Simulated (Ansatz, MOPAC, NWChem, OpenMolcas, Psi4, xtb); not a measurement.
BSiH3OF2 (SMILES FB(F)O[SiH3]): methods side by side

BSiH3OF2, singlet, SMILES `FB(F)O[SiH3]`. Each level relaxes the structure for itself.

Each level gives the zero-point energy at each level's own minimum (kJ/mol). The values are calculated.

```json
{"level": "MNDOD", "kind": "semi-empirical", "program": "MOPAC", "value (kJ/mol)": "114.2"}
{"level": "PM6-DH+", "kind": "semi-empirical", "program": "MOPAC", "value (kJ/mol)": "97.0"}
{"level": "PM7", "kind": "semi-empirical", "program": "MOPAC", "value (kJ/mol)": "99.2"}
{"level": "GFN1-xTB", "kind": "semi-empirical", "program": "xtb", "value (kJ/mol)": "99.0"}
{"level": "HF/6-31G* (Cartesian functions)", "kind": "Hartree–Fock", "program": "OpenMolcas", "value (kJ/mol)": "113.2"}
{"level": "PBE/def2-SVP", "kind": "GGA", "program": "NWChem", "value (kJ/mol)": "101.9"}
{"level": "PBE0/def2-SVP", "kind": "global hybrid", "program": "NWChem", "value (kJ/mol)": "105.6"}
{"level": "PBE0-D4/def2-TZVP", "kind": "global hybrid", "program": "Ansatz", "value (kJ/mol)": "105.2"}
{"level": "TPSSh-D3(BJ)/def2-SVP (density fitting)", "kind": "hybrid meta-GGA", "program": "Psi4", "value (kJ/mol)": "105.8"}
```

Harmonic and unscaled. The values span 97.0 to 114.2 kJ/mol.

The three hybrid-functional results lie close together, from 105.2 to 105.8 kJ/mol, between PBE at 101.9 and Hartree–Fock at 113.2. Hartree–Fock lacks the correlation that softens a bond as it stretches, so its potential wells are too steep and its vibrational frequencies too high. A GGA tends to err the other way, and exact exchange stiffens the bonds again, as the step from PBE to PBE0 in the same basis shows. The exchange fraction alone does not set the order, however: TPSSh contains less of it than PBE0 yet gives a marginally higher value, probably because its meta-GGA part also yields stiffer bonds.

The semi-empirical methods share no common bias. MNDOD lies above even Hartree–Fock, while PM6-DH+, PM7 and GFN1-xTB fall below PBE, which suggests differences in parametrisation rather than a general failing of such models. Because the zero-point energy sums over all modes, close totals may hide compensating errors between the Si–H stretches and the softer B–O–Si framework motions.
